\section*{Appendix: Bubble chains and factorial growth of the $g-2$ series}

\subsection*{Conventions and premises}

We use $\hbar=c=1$, metric $(+,-,-,-)$, $\alpha=e^2/4\pi$ and $\hat\alpha=\alpha/\pi$. The external lepton has mass $M$, the loop lepton has mass $m$, and $\rho=M/m$. The anomaly is $a=F_2(0)$, with the vertex $\gamma^\mu F_1+i\sigma^{\mu\nu}q_\nu F_2/2M$. The premises are the Feynman rules of QED and the one-loop vacuum polarisation renormalised at $k^2=0$. With $\kappa=-k^2/m^2$ the latter is
\begin{equation}
\Delta\alpha_1(k^2)=\hat\alpha\,\Delta(\kappa),\qquad
\Delta(\kappa)=2\int_0^1\!dz\,z(1-z)\ln[1+z(1-z)\kappa].
\label{pol}
\end{equation}
The sign is fixed by the dressed propagator $-ig_{\mu\nu}/[k^2(1-\Delta\alpha_1)]$. A chain of $n$ bubbles is the term $-ig_{\mu\nu}\,\Delta\alpha_1^n/k^2$ of its geometric expansion. Inserted into the one-loop vertex it is a single graph, and we write its contribution as $a_n=c_n\hat\alpha^{\,n+1}$. The $k_\mu k_\nu$ terms of the propagator can be dropped. Since $\bar u(p')\,k\!\!\!/\,(p\!\!\!/'-k\!\!\!/-M)^{-1}=-\bar u(p')$, and likewise on the incoming leg, they leave a bare $\gamma^\mu$ and feed only $F_1$.

\subsection*{Master formula}

Take first a photon of squared mass $s$. With fermion momenta $r$ and $r'=r+q$, contraction of the photon indices gives the numerator $-2[\,r\!\!\!/\gamma^\mu r\!\!\!/'+M^2\gamma^\mu-2M(r+r')^\mu]$. Introduce Feynman parameters $x_1,x_2$ for $r,r'$ and $z=1-x_1-x_2$ for the photon, and shift $r=l-x_2q+zp$. Between on-shell spinors the bracket contains $(p+p')^\mu Mz(z-1)$, terms in $\gamma^\mu$, and a $q^\mu$ term odd in $x_1-x_2$ that integrates to zero. The Gordon identity $(p+p')^\mu\to2M\gamma^\mu-i\sigma^{\mu\nu}q_\nu$ turns the first term into $2M^2z(1-z)\,i\sigma^{\mu\nu}q_\nu/2M$. At $q=0$ the denominator is $(l^2-D)^3$ with $D=M^2(1-z)^2+zs$, and $\int d^4l\,(2\pi)^{-4}(l^2-D)^{-3}=-i/(32\pi^2D)$. The prefactor $2ie^2$ and the factor 2 of the parametrisation then give $\alpha/(2\pi D)$. The integral over $x_1,x_2$ yields $1-z$, and with $x=1-z$
\begin{equation}
K(s)=\hat\alpha\int_0^1\!dx\,\frac{x^2(1-x)}{x^2+(1-x)s/M^2}
=\hat\alpha\int_0^1\!dx\,(1-x)\frac{-t}{s-t},\qquad t=-\frac{x^2M^2}{1-x}.
\label{kernel}
\end{equation}
For $s=0$ this is $\hat\alpha/2$, so $c_0=1/2$.

The function $f=\Delta\alpha_1^n$, $n\ge1$, is analytic except on the cut $k^2\ge4m^2$, vanishes at $k^2=0$ and grows only as a power of a logarithm. Cauchy's theorem applied to $f/k^2$ gives
\begin{equation}
\frac{f(k^2)}{k^2}=-\int_{4m^2}^\infty\frac{ds}{\pi s}\,\frac{\mathrm{Im}f(s+i0)}{k^2-s}.
\label{disp}
\end{equation}
The chain is thus a superposition of massive photons, and $a_n=-\int ds\,\mathrm{Im}f\,K(s)/\pi s$. Inserting (\ref{kernel}) and doing the $s$ integral with (\ref{disp}) at $k^2=t$ returns $f(t)$:
\begin{equation}
a_n=\hat\alpha\int_0^1\!dx\,(1-x)[\Delta\alpha_1(t)]^n,\qquad
c_n=\int_0^1\!dx\,(1-x)\,\Delta^n\!\Big(\frac{\rho^2x^2}{1-x}\Big).
\label{master}
\end{equation}
Since $\Delta>0$ for spacelike momenta, every $c_n$ is positive.

\subsection*{Closed form of the bubble}

Put $v=1-2z$ in (\ref{pol}), integrate by parts with the primitive $v-v^3/3$ (the boundary terms vanish), and define $b^2=1+4/\kappa$. Then $\Delta=\int_0^1dv\,v^2(1-v^2/3)/(b^2-v^2)$. The division $v^2-v^4/3=(b^2-v^2)(v^2/3+b^2/3-1)+b^2(1-b^2/3)$ gives
\begin{equation}
\Delta=-\frac59+\frac{4}{3\kappa}+\frac13\Big(1-\frac2\kappa\Big)b\,\ln\frac{b+1}{b-1}.
\label{closed}
\end{equation}
For small $\kappa$, (\ref{pol}) gives $\Delta\simeq\kappa/15$. For large $\kappa$ use $(1-2/\kappa)b=1-6/\kappa^2+\dots$ and $\ln[(b+1)/(b-1)]=\ln\kappa+2/\kappa+\dots$:
\begin{equation}
\Delta=\tfrac13\big(\ln\kappa-\tfrac53\big)+\frac2\kappa+O\Big(\frac{\ln\kappa}{\kappa^2}\Big).
\label{large}
\end{equation}

\subsection*{Equal masses: one and two bubbles}

For $\rho=1$ one has $b=(2-x)/x$ and $(b+1)/(b-1)=1/(1-x)$. With $L=\ln(1-x)$,
\begin{equation}
\Delta=\frac{xP+3NL}{9x^3},\qquad P=12-12x-5x^2,\qquad N=4-6x+x^3 .
\end{equation}
The separate terms of $\Delta^n$ are singular at $x=0$, their sum is not. Multiply the integrand by $x^\delta$, define each $K_j(p)=\int_0^1x^{\delta-p}L^j\,dx$ by continuation from large $\delta$, and let $J_j(p)$ be its $\delta^0$ coefficient. The total is analytic at $\delta=0$, so the poles cancel and $c_n$ is the corresponding sum of the $J_j(p)$.

Clearly $J_0(p)=1/(1-p)$ for $p\ne1$ and $J_0(1)=0$. From $L=-\sum_kx^k/k$ one has $J_1(\nu+1)=-\sum_{k\ne\nu}1/[k(k-\nu)]$. This is $-\zeta_2$ for $\nu=0$, and partial fractions give $(H_{\nu-1}-1/\nu)/\nu$ for $\nu\ge1$, where $H$ is the harmonic number and $\zeta_j=\zeta(j)$. For $j=2$ integrate the derivative of $x^{\delta-\nu}(1-x)L^2$, which gives $(\nu-\delta)K_2(\nu+1)=(\nu-1-\delta)K_2(\nu)-2K_1(\nu)$. The pole of $K_2(p)$ has residue $r_p$, the coefficient of $x^{p-1}$ in $L^2=2\sum_{k\ge2}H_{k-1}x^k/k$, so $r_1,\dots,r_6=0,0,1,1,\frac{11}{12},\frac56$. The $\delta^0$ part is
\begin{equation}
\nu J_2(\nu+1)=(\nu-1)J_2(\nu)-2J_1(\nu)+r_{\nu+1}-r_\nu .
\end{equation}
The cases $p\le1$ are convergent integrals, found with $x\to1-x$ and $\int_0^1u^k\ln^ju\,du=(-1)^jj!/(k+1)^{j+1}$:
\begin{equation}
\begin{array}{c|cccccccc}
p&-1&0&1&2&3&4&5&6\\\hline
J_1&-\frac34&-1&-\zeta_2&-1&\frac14&\frac7{18}&\frac{19}{48}&\\
J_2&\frac74&2&2\zeta_3&2\zeta_2&\zeta_2+\frac32&\frac23\zeta_2+\frac56&\frac12\zeta_2+\frac{59}{144}&\frac25\zeta_2+\frac{11}{72}
\end{array}
\end{equation}
For $n=1$, $(1-x)P=12-24x+7x^2+5x^3$ and $(1-x)N=4-10x+6x^2+x^3-x^4$ give $9c_1=-\frac52+3(\frac{43}4-6\zeta_2)$, that is $c_1=\frac{119}{36}-\frac{\pi^2}3=0.0156874$. For $n=2$, $81c_2=\int(1-x)[P^2x^{-4}+6PNLx^{-5}+9N^2L^2x^{-6}]\,dx$, with
\begin{align}
(1-x)P^2&=144-432x+312x^2+96x^3-95x^4-25x^5,\nonumber\\
(1-x)PN&=48-168x+172x^2-10x^3-54x^4+7x^5+5x^6,\\
(1-x)N^2&=16-64x+84x^2-28x^3-20x^4+12x^5+x^6-x^7.\nonumber
\end{align}
The three terms evaluate to $-\frac{503}2$, $-\frac{49}2+324\zeta_2$ and $\frac{161}4-\frac{1692}5\zeta_2+216\zeta_3$. Their sum is $-\frac{943}4-\frac{72}5\zeta_2+216\zeta_3$, and with $\zeta_2=\pi^2/6$
\begin{equation}
c_2=-\frac{943}{324}-\frac{4\pi^2}{135}+\frac83\zeta(3)=0.0025585 .
\end{equation}

\subsection*{Large orders}

Change variable in (\ref{master}) to $y=\ln[x^2/(1-x)]$, for which $dy=(2-x)\,dx/[x(1-x)]$ and $1-x=x^2e^{-y}$:
\begin{equation}
c_n=\int_{-\infty}^\infty\!dy\,W(y)\,\Delta^n(\rho^2e^y),\qquad
W=e^{-2y}\frac{x^5}{2-x}.
\label{weight}
\end{equation}
For large $y$, $x=1-e^{-y}+\dots$ and $W=e^{-2y}[1-6e^{-y}+O(e^{-2y})]$. For $y\to-\infty$, $W\simeq\frac12e^{y/2}$. Define
\begin{equation}
\ell=2\ln\rho-\tfrac53,\qquad w=y+\ell,
\end{equation}
so that $\kappa=e^{w+5/3}$ and (\ref{large}) reads $\Delta=w/3+2e^{-w-5/3}+\dots$. Split the integral at a fixed $y_0$ beyond which both expansions hold. Below $y_0$, $\Delta$ is bounded and $W$ integrable, so this piece is at most $C^n$ for some constant $C$, negligible against $n!/6^n$. Above $y_0$ the integrand is
\begin{equation}
e^{2\ell}e^{-2w}\Big[\Big(\frac w3\Big)^n-6e^{\ell-w}\Big(\frac w3\Big)^n+2n\,e^{-w-5/3}\Big(\frac w3\Big)^{n-1}+\dots\Big],
\end{equation}
where the omitted terms carry $e^{-4w}$ overall. Extending the range to $w=0$ again costs $C^n$, and $\int_0^\infty w^ne^{-\sigma w}dw=n!/\sigma^{n+1}$ gives $e^{2\ell}\,n!$ times $1/(2\cdot6^n)$, $-2e^\ell/9^n$ and $6e^{-5/3}/9^n$. With $e^\ell=\rho^2e^{-5/3}$,
\begin{equation}
c_n=\rho^4e^{-10/3}\frac{n!}{2\cdot6^n}\Big[1+(12-4\rho^2)\,e^{-5/3}\Big(\frac23\Big)^n+O(n\,2^{-n})\Big].
\label{asym}
\end{equation}
For equal masses the leading term is $e^{-10/3}n!/(2\cdot6^n)=0.017837\,n!/6^n$, with relative correction $+1.511\,(2/3)^n$. One graph per order grows factorially, as found by Lautrup in 1977. The growth does not come from the number of graphs. The integrand peaks at $w=n/2$, so order $n$ probes $-k^2\sim m^2e^{n/2+5/3}$: this is an ultraviolet renormalon.

The terms have one sign, so the Borel sum is ambiguous. Write $a=\int_0^\infty d\beta\,e^{-\beta/\hat\alpha}B(\beta)$ with $B=\sum c_n\beta^n/n!$. By (\ref{asym}), $B\simeq3e^{2\ell}/(6-\beta)$ near $\beta=6$, a pole on the contour. Passing above or below it gives
\begin{equation}
\mathrm{Im}\,a=\pm3\pi e^{2\ell-6\pi/\alpha}=\pm3\pi\Big(\frac M\Lambda\Big)^4,\qquad
\Lambda^2=m^2e^{5/3+3\pi/\alpha}.
\label{amb}
\end{equation}
Here $-k^2=\Lambda^2$ is the Landau pole, where $\Delta\alpha_1=1$. The resummed integrand $(1-x)/(1-\Delta\alpha_1)$ has a pole there with the same residue. The ratio $a_{n+1}/a_n\to(n+1)\hat\alpha/6$ reaches one at $n_*\simeq6\pi/\alpha$, and Stirling's formula gives the smallest term as $\sqrt{3\alpha}\,(M/\Lambda)^4$.

\subsection*{Light bubbles in the moment of a heavy lepton}

For $\rho\gg1$ and small $n$, replace $\Delta$ by $(y+\ell)/3$ everywhere. The replacement fails for $x\lesssim1/\rho$, a region of measure $1/\rho$, so the result $c_n^{(0)}$ differs from $c_n$ at order $1/\rho$ for fixed $n$. The generating function is a beta integral,
\begin{equation}
G(s)=\int_0^1\!dx\,(1-x)\,e^{sy}=\frac{\Gamma(1+2s)\Gamma(2-s)}{\Gamma(3+s)},\qquad
c_n^{(0)}=\frac1{3^n}\frac{d^n}{ds^n}\big[e^{s\ell}G(s)\big]_{s=0}.
\end{equation}
Here $G(0)=\frac12$, and the derivatives of $\ln G$ at zero follow from the polygamma functions at 1, 2 and 3: $g_1=-\frac52$, $g_2=4\zeta_2+\frac14$, $g_3=-12\zeta_3-\frac{17}4$, $g_4=96\zeta_4+\frac38$. With $\lambda=\ell+g_1$,
\begin{align}
c_1^{(0)}&=\lambda/6,\qquad c_2^{(0)}=(\lambda^2+g_2)/18,\qquad c_3^{(0)}=(\lambda^3+3\lambda g_2+g_3)/54,\nonumber\\
c_4^{(0)}&=(\lambda^4+6\lambda^2g_2+4\lambda g_3+3g_2^2+g_4)/162 .
\label{logs}
\end{align}
In particular $c_1^{(0)}=\frac13\ln\rho-\frac{25}{36}$ and $c_2^{(0)}=\frac29\ln^2\rho-\frac{25}{27}\ln\rho+\frac{317}{324}+\frac{\pi^2}{27}$. The pole $G\simeq1/(2-s)$ reproduces the leading term of (\ref{asym}). The nearer pole $G\simeq1/(1+2s)$ adds $(e^{5/6}/\rho)(-2/3)^nn!$ to $c_n^{(0)}$. This faster, alternating growth comes from $x\ll1/\rho$, where the true $\Delta$ vanishes, and is absent from $c_n$. The limits $m\to0$ and $n\to\infty$ therefore do not commute.

\subsection*{Range of validity}

Equation (\ref{master}) is exact for the chain graph at any $\rho$ and $n$. Equation (\ref{logs}) needs $\rho\gg1$ and $n$ small enough that the alternating term stays below $c_n$. Equation (\ref{asym}) holds as $n\to\infty$ at fixed $\rho$. It needs the peak $w=n/2$, of width about $\sqrt n/2$, to lie several widths above $\ell$, so for $\rho>1$ the onset is delayed beyond $n=2\ell$.

These statements concern the chain of one-loop bubbles of one flavour, not the full series. Replace two bubbles by one irreducible two-loop insertion, whose logarithm is taken as $\hat\alpha^2w/4$. There are $n-1$ placements at the same order, and $\int(n-1)(w/3)^{n-2}(w/4)e^{-2w}dw$ equals $\frac92(n-1)/n$ times the leading pure-chain integral. These graphs outweigh the chain, so the normalisation in (\ref{asym}) and (\ref{amb}) is not that of QED. Further charged species with $N_f$ unit charges in total move the Borel pole to $6/N_f$ once the peak lies above their masses, and $\Lambda$ lies far beyond any scale where QED alone applies.

\subsection*{Illustration: electron bubbles in the muon moment}

Take the approximate inputs $\alpha^{-1}=137.036$, $\rho=m_\mu/m_e=206.768$ and $m_ec^2=5.110\times10^5$ eV, which imply $m_\mu c^2=1.057\times10^8$ eV. The logarithms build up between the reduced Compton wavelengths $1.868\times10^{-5}$ \AA{} and $3.862\times10^{-3}$ \AA. One finds $\hat\alpha=2.3228\times10^{-3}$, $\ell=8.9965$, $\lambda=6.4965$ and $\rho^4e^{-10/3}/2=3.26\times10^7$. The column $c_n$ is the quadrature of (\ref{weight}) with (\ref{closed}).
\begin{equation}
\begin{array}{c|cccc}
n&c_n&c_n^{(0)}&\text{leading term of (\ref{asym})}&a_n\\\hline
1&1.094&1.083&5.43\times10^6&5.904\times10^{-6}\\
2&2.719&2.724&1.81\times10^6&3.407\times10^{-8}\\
3&7.223&7.197&9.06\times10^5&2.103\times10^{-10}\\
4&20.14&20.18&6.04\times10^5&1.362\times10^{-12}
\end{array}
\end{equation}
The massless form misses by about 1 per cent at $n=1$ and by less than 0.4 per cent for $n=2$ to 4, with alternating sign. Its spurious term is below a tenth of $c_{10}$ and exceeds $c_{15}$. The factorial law is useless at these low orders, since $2\ell=18.0$. Its first correction is $-3.23\times10^4(2/3)^n$, or $-5.1\times10^{-5}$ at $n=50$, and quadrature gives $0.99995$ for the ratio of $c_{50}$ to the leading term. The model's series decreases up to $n_*\simeq2583$. The Landau scale obeys $\log_{10}(\Lambda c^2/\mathrm{eV})=286.5$, the smallest term has $\log_{10}a_{n_*}=-1114.8$, and the ambiguity (\ref{amb}) has $\log_{10}|\mathrm{Im}\,a|=-1113.0$. These numbers are the electron-chain model's, not the muon's. Already at order $\hat\alpha^3$ the full mass-dependent coefficient of the muon anomaly is typically about 23, dominated by light-by-light scattering through an electron loop, so the two-bubble chain alone falls short of it by roughly a factor of 8.